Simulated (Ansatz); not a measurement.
## The HOMO–LUMO gap down a group: C to Ge

One atom is swapped for its congeners: C2H5Br (bromoethane) `CCBr`; SiH2(CH3)Br; GeH2(CH3)Br. All are singlets with charge 0.

Shapes, held fixed at every level: PBE0-D4/def2-TZVP. Programs: Ansatz 0.2.0. Values in eV.

Q: How should the HOMO–LUMO gap change along the series?

A: At wB97X-V/def2-TZVPP the HOMO–LUMO gap isn't monotonic: it is largest for Si and smallest for Ge (12.83 and 12.25 eV). Every level shows the same order. Relativity is left out for Br, Ge unless named. Orbital gaps aren't excitation energies, and the LUMO depends on the basis.

```
              level  C2H5Br  SiH2(CH3)Br  GeH2(CH3)Br
   SPW92/def2-TZVPP    5.58         6.07         5.49
  PBE-D4/def2-TZVPP    5.66         6.22         5.64
BHLYP-D4/def2-TZVPP   10.14        10.45         9.86
 PBE0-D4/def2-TZVPP    7.99         8.39         7.81
 wB97M-V/def2-TZVPP   12.23        12.40        11.90
 wB97X-V/def2-TZVPP   12.59        12.83        12.25
```

The gap peaks at silicon with every functional, but the placing of carbon above germanium is less secure: PBE-D4 puts them at 5.66 and 5.64 eV, practically level. The HOMO is probably a bromine lone pair in all three molecules, so the central atom acts on it indirectly, while it enters the σ* orbitals directly. Replacing carbon by silicon makes the bond to bromine more polar and weakens the repulsion between the lone pair and the filled σ orbitals of the alkyl framework, which probably lowers the HOMO and widens the gap. From silicon to germanium, the filled 3d shell screens the nucleus poorly, leaving germanium more electronegative than a smooth group trend would suggest. Together with weaker overlap in its longer bonds, this probably lowers the σ* levels and narrows the gap again. The much larger spread between functionals than between molecules probably reflects their differing shares of exact exchange, especially at long range. Without the separate orbital energies, the turn at silicon can't be assigned to the HOMO or the LUMO alone.
